Dear colleague,

The tunnelling element of a positive muon between two neighbouring octahedral sites in copper has no single value. It depends on how long the conduction electrons are given to respond. With the inputs below I get about 0.2 mK by hand and 0.11 mK with care for the fully renormalised element at T = 0, while the element that acts at 1 K is near 0.9 mK.

CONVENTIONS AND INPUTS

I take two sites, σz = ±1, and a bath of oscillators:

(1) H = −(ħΔ/2) σx + (ħ/2) σz Σk λk (bk + bk†) + Σk ħωk bk†bk,

(2) G(ω) = Σk λk² δ(ω − ωk).

Δ is an angular frequency. ħΔ is the splitting of the undamped doublet, and the transfer matrix element of tight-binding language is J = ħΔ/2. This Δ is not the static width of your relaxation function. I quote a frequency ω as the temperature ħω/kB; 1 K corresponds to 1.31 × 10¹¹ s⁻¹. The electron-hole pairs of a metal act at low energy as an Ohmic bath, G = 2αω below a cutoff ωc, because the number of pairs of energy ħω grows linearly with ω. This α is the K of Kondo's rate law.

All inputs are approximate and none is a measurement.

α = 0.20.

ħωc = 0.2 eV, that is 2321 K. Pairs faster than the vibration of the muon in its well follow it under the barrier and are already counted in Δ, so the cutoff is that vibration frequency. A typical quantum for hydrogen on an octahedral site of an fcc metal is 0.07 eV, the muon has about 1/9 of the proton mass, and a harmonic well then gives 3 × 0.07 = 0.21 eV.

Δ = 3 mK (0.26 μeV), with the dressing by phonons included and that by the slower electrons left out. I chose it so that the hop rate near 1 K falls in the microsecond window of your method. The rate I compute later is therefore no test of anything.

1. ESTIMATE BY HAND

When the muon jumps, its screening cloud has to jump too, and the amplitude is multiplied by the overlap of the cloud at the old site with the cloud at the new one. Only pairs that can readjust between two jumps belong to the cloud. The time between jumps is about 1/Δ, so the pairs from Δ up to ωc count and the slower ones do not. An Ohmic bath has no scale of its own, so every decade of frequency costs the same factor, and α is the exponent: 10^(−α) per decade. From 3 mK to a few thousand kelvin is six decades, near enough. The overlap is 10^(−1.2), about 1/16, and

Δr ≈ 3 mK × 10^(−1.2) = 0.19 mK, call it 0.2 mK.

2. CAREFUL CALCULATION

(a) One fast mode. For σz = ±1 the mode k is displaced by ∓λk/(2ωk) in bk. In the dimensionless coordinate q = (b + b†)/√2 the two ground states are Gaussians exp(−q²/2) whose centres lie d = √2 λk/ωk apart, and their overlap is exp(−d²/4) = exp(−λk²/2ωk²). If ωk ≫ Δ, the tunnelling term cannot excite the mode, the two lowest states are the even and odd combinations of the two dressed sites, and their splitting is ħΔ times that overlap. If ωk ≪ Δ, the muon goes back and forth many times in one period, the mode sees σz averaged to zero, and it is not displaced. Multiplying the overlaps of all modes above a lower limit ωl gives the Franck-Condon factor

(3) Δ(ωl) = Δ exp[ −(1/2) ∫ from ωl to ∞ of G(ω)/ω² dω ].

(b) Iteration. With G = 2αω up to a sharp cutoff the exponent is α ln(ωc/ωl), so

(4) Δ(ωl) = Δ (ωl/ωc)^α.

Remove first the modes faster than pΔ, where p is a number of order one that the argument cannot fix. The element drops. Modes that were too slow for Δ are fast for the reduced element and must now be removed as well:

Δ(n+1) = Δ (pΔ(n)/ωc)^α, Δ(0) = Δ.

For p = 1 and L = ln(ωc/Δ) this gives ln[Δ/Δ(n)] = L (α + α² + … + αⁿ). For α < 1 the series sums to α/(1 − α), and with p restored

(5) Δr = Δ (pΔ/ωc)^(α/(1−α)).

This is the adiabatic renormalisation set out in the 1987 review by Leggett and co-authors. For α > 1 the series diverges and Δr = 0. The same thing is seen in the ratio Δ(ωl)/ωl = (Δ/ωc)(ωc/ωl)^(1−α). It starts far below one. For α < 1 it grows as ωl is lowered, and the elimination stops when it reaches 1/p. For α > 1 it shrinks, every mode is fast, and the particle stays on its site at T = 0. The threshold is α = 1 in the limit Δ/ωc → 0; at finite Δ/ωc the coupling is itself renormalised and the threshold moves by an amount of order Δ/ωc.

A muon is far from that threshold. For well separated sites Anderson's orthogonality theorem gives α = Σj nj², with nj = δj/π the charge displaced in scattering channel j, and the Friedel sum rule demands Σj nj = 1. If all phase shifts have the same sign, spin degeneracy makes each nj ≤ 1/2, so α ≤ (largest nj) × Σj nj ≤ 1/2. Neighbouring sites are not well separated, so take this as a guide.

With our inputs Δ/ωc = 1.29 × 10⁻⁶ and L = 13.56. The iteration with p = 1 runs

n = 1: 0.199 mK
n = 2: 0.116 mK
n = 3: 0.104 mK
n = 4: 0.102 mK
limit: 0.101 mK, that is Δr/Δ = 0.0337.

The third figure is there for bookkeeping only. Each step shrinks the remaining distance in ln Δ by the factor α.

(c) Other baths. Take G = 2α ωc^(1−s) ω^s up to the sharp cutoff. The exponent in (3) becomes [α/(s − 1)] [1 − (ωl/ωc)^(s−1)].

For s > 1 it tends to the finite value α/(s − 1) as ωl → 0, and no iteration is needed. Acoustic phonons are of this kind, with s = 3 if the two sites strain the lattice differently and s = 5 for equivalent sites. Even for s = 3, with a Debye temperature of about 340 K in the role of the cutoff, the modes below 3 mK carry a fraction (3 mK/340 K)² = 8 × 10⁻¹¹ of the phonon exponent. That is why the phonon factor exp(−S) may be folded into Δ beforehand. It is amplified afterwards: by (5), Δr ∝ Δ^(1/(1−α)), so Δr carries exp[−S/(1 − α)].

For s < 1 the exponent diverges as a power. With y = Δr/ωc and p = 1 the self-consistency condition is

ln(Δ/ωc) = ln y + [α/(1 − s)] [y^(−(1−s)) − 1].

For α < 1 the right side has its minimum at y^(1−s) = α, with the value (ln α + 1 − α)/(1 − s). A nonzero solution exists only if α e^(1−α) ≤ (Δ/ωc)^(1−s). At fixed α this fails as Δ/ωc → 0, and Δr collapses to zero. At finite Δ/ωc a weak enough coupling leaves it finite: for s = 1/2 and our ratio the limit would be α = 4.2 × 10⁻⁴. The adiabatic scheme makes Δr jump at that point, whereas numerical renormalisation-group work finds a continuous transition with the same power (Δ/ωc)^(1−s), so rely on the power and not on the prefactor.

(d) Shape of the cutoff. Back to the Ohmic bath. The meaning of ωc depends on how G is cut off. For what follows I adopt G = 2αω exp(−ω/ωc). The exponent in (3) is then α E1(ωl/ωc), and E1(z) = −ln z − γ + O(z) with Euler's γ = 0.5772. This amounts to ωc → ωc e^(−γ) in (5):

(6) Δr = Δ (p e^γ Δ/ωc)^(α/(1−α)).

For α = 0.2 the exponent is 1/4, e^(γ/4) = 1.155, and p = 1 gives 0.117 mK.

(e) Fixing p from the dynamics. Taking p from 1 to 2 changes Δr by 2^(1/4) = 1.19. To remove this freedom one must compute something observable. Displace all modes with the site. The tunnelling term becomes −(ħΔ/2)(σ₊B + σ₋B†), where B moves the whole cloud, and the thermal correlation function of B is exp[−Q(t)] with

Q(t) = ∫ from 0 to ∞ of dω [G(ω)/ω²] [coth(ħω/2kBT)(1 − cos ωt) + i sin ωt].

Write coth = 1 + 2n(ω), with n the Bose function. The part without n integrates to 2α ln(1 + iωc t). For kBT ≪ ħωc the part with n gives 2α ln[sinh(πkBTt/ħ)/(πkBTt/ħ)]. For ωc|t| ≫ 1 the sum is

(7) Q(t) = 2α ln[(ħωc/πkBT) sinh(πkBT|t|/ħ)] + iπα sgn t.

The factor 1 − cos ωt does smoothly what ωl did abruptly: it drops the modes slower than 1/t.

To second order in Δ the hop rate from one site to the other, for equal site energies, is k = (Δ²/4) ∫ exp[−Q(t)] dt over all t. Using ∫ from 0 to ∞ of (sinh x)^(−2α) dx = 2^(2α−1) Γ(α)Γ(1 − 2α)/Γ(1 − α), valid for 0 < α < 1/2,

(8) k = (Δ²/2ωc) cos(πα) Γ(1 − 2α) [Γ(α)/Γ(1 − α)] (2πkBT/ħωc)^(2α−1).

This is Kondo's T^(2K−1) law. The region ωc|t| < 1 does no harm: 1 + iωc t = iωc(t − i/ωc), so it only shifts the contour by 1/ωc, and the change in k is of relative order kBT/ħωc, 4 × 10⁻⁴ at 1 K. In (8) Δ and ωc enter only as Δ² ωc^(−2α). Define

(9) Δeff = [Γ(1 − 2α) cos πα]^(1/(2−2α)) Δ (Δ/ωc)^(α/(1−α)).

Then

(10) k = (Δeff/2) [Γ(α)/Γ(1 − α)] (2πkBT/ħΔeff)^(2α−1),

and the cutoff has gone. Δeff has the form (5) with a definite prefactor.

The choice of prefactor in (9) comes from T = 0. In the noninteracting-blip approximation the population difference P = ⟨σz⟩ obeys dP/dt = −∫ from 0 to t of f(t − t′) P(t′) dt′, with f(t) = Δ² Re exp[−Q(t)] = Δ² cos(πα)(ωc t)^(−2α). The Laplace transform of f is Δeff^(2−2α) z^(2α−1), and the poles of P satisfy z^(2−2α) = −Δeff^(2−2α). So |z| = Δeff, with oscillation frequency Ω = Δeff cos[πα/(2 − 2α)] and damping rate Δeff sin[πα/(2 − 2α)]. This step is an approximation at α = 0.2, and I use it only to name the scale.

Numbers: Γ(0.6) = 1.4892, cos 36° = 0.8090, product 1.2048, and to the power 0.625 it is 1.123. Hence

Δeff = 0.114 mK, which I quote as 0.11 mK (9.8 neV, or 15 μs⁻¹ as an angular frequency).

The angle πα/(2 − 2α) is π/8, so Ω = 0.92 Δeff = 0.105 mK and the damping is 0.38 Δeff = 0.043 mK. A line that wide has no position defined to a few per cent, and this is the physical reason why p is loose.

Equating (6) and (9) gives the p that the dynamics selects:

p = e^(−γ) [Γ(1 − 2α) cos πα]^(1/2α) = 0.89 at α = 0.2.

As α → 0, ln Γ(1 − 2α) → 2αγ and p → 1. As α → 1/2, Γ(1 − 2α) cos πα → π/2, so Δeff = πΔ²/2ωc and p = (π/2) e^(−γ) = 0.88. At both ends and at our α, cutting at ωl ≈ Δr lands within about 12 % of the lower limit implied by (9).

3. WHY 0.19 AND 0.11 DIFFER

The careful value is 0.60 of the hand value, a ratio of 1.67 the other way round. The 0.60 is a product of four factors.

Rounding Δ/ωc to 10⁻⁶: 1.053 (0.189 → 0.199 mK)
Self-consistency: 0.508 (0.199 → 0.101 mK)
Exponential instead of sharp cutoff: 1.155 (0.101 → 0.117 mK)
p = 0.89 instead of 1: 0.973 (0.117 → 0.114 mK)

The rounding hardly matters. A change of 29 % in the ratio enters to the power 0.2 and moves the result by 5 %.

Nearly everything is in the second line. By hand I stopped counting at the undressed Δ, as if the muon jumped at the rate it would have without its electrons. The dressed muon is about 30 times slower, so a further ln(Δ/Δr) = 3.39, or 1.47 decades, of pairs have time to join the cloud. At 10^(−0.2) per decade they cost 10^(−0.294) = 0.508. In general the hand estimate keeps the term αL of the series and drops α²L/(1 − α), here 0.678. One might expect a second-order term at α = 0.2 to be a small correction, and relative to the first term, αL = 2.71, it is one quarter. But it stands in an exponent and is multiplied by a large logarithm. The one-step estimate is good when α²L/(1 − α) ≪ 1, which α ≪ 1 alone does not secure.

The last two lines are constants under the logarithm. They push in the opposite direction overall, by 1.123 together, and are small because they are raised to the power α/(1 − α) = 1/4. The third is really a matter of definition: an exponential cutoff at ωc holds as much dressing as a sharp one at ωc e^(−γ) = 0.56 ωc. Had I declared the 0.2 eV to be a sharp edge, the equivalent exponential cutoff would lie at e^γ × 0.2 eV and the answer would be lower by the factor 1.155.

Three uncertainties are as large as the whole difference, and they limit what either number is worth.

First, α. At fixed Δ and ωc, (5) with p = 1 gives 0.153, 0.101 and 0.0655 mK for α = 0.18, 0.20 and 0.22. A shift of 0.02 in α is a factor of about 1.5.

Second, ωc. If one uses the Fermi energy, about 7 eV, with the same Δ, the result falls by 35^(−1/4) = 0.41. The two choices describe the same physics only if Δ is raised by 35^0.2 = 2.04, to 6.1 mK, as (4) requires. A published Δ or J means nothing without the cutoff that went with it.

Third, the lattice. Each octahedral site has twelve equivalent neighbours, and a tight-binding band on that fcc lattice runs from −12J to +4J, a width of 16J = 8ħΔ. A muon that tunnels coherently leaves its site faster than in the two-site model. If the band width set the lower limit, p would be near 8 and Δr larger by 8^(1/4) = 1.7. This is a rough size only, since a many-site bath needs its own treatment.

4. WHAT ACTS AT YOUR TEMPERATURES

The iteration down to ωl ≈ Δr presumes that nothing stops it earlier. The lifetime of about 2.2 μs does not: ħ/τ corresponds to 3.5 μK, and Δeff τ = 33. Temperature does. By (7), exp(−Q) decays exponentially once t exceeds about ħ/πkBT, so pairs below kBT never get the time to dress the jump; they dephase it, at the rate 2παkBT/ħ, which is 1.26 K at T = 1 K. A mismatch ε of site energies from strain or impurities also ends the elimination, at ħωl ≈ ε. Fully renormalised coherent tunnelling would need both kBT and ε below about 10 neV, a tenth of a millikelvin.

At 1 K the element is (4) evaluated at ωl = 2πkBT/ħ, the factor 2π being suggested by (8):

Δ(T) = Δ (2πkBT/ħωc)^α = 0.92 mK,

8 times Δeff. In terms of it, (8) reads k = C ħΔ(T)²/(4πkBT) with C = cos(πα) Γ(1 − 2α) Γ(α)/Γ(1 − α) = 4.75. For small α, C → 1/α, and 2k becomes Δ(T)² divided by the dephasing rate, as for any overdamped two-level system. The same ratio controls the second-order treatment: higher orders are of relative size [ħΔ(T)/2παkBT]², here 5 × 10⁻⁷. With our inputs k = 0.042 μs⁻¹ per neighbour and 0.50 μs⁻¹ summed over twelve, provided ε stays well below the dephasing rate. On cooling by a decade the element shrinks by 10^(−0.2), its square by 10^(−0.4), the dephasing rate by 10, and the hop rate rises by 10^0.6 = 4.0.

So (10) is the form to fit. The slope of ln k against ln T gives α, the height gives Δeff, and no value of ωc is needed. The Δeff so obtained is a sharply defined parameter of the rate law even though the doublet it would describe at T = 0 lies four decades below 1 K. Only the step back from Δeff to an undressed Δ, through (9), calls for a cutoff and a statement of its shape.

With best regards,
your colleague in theory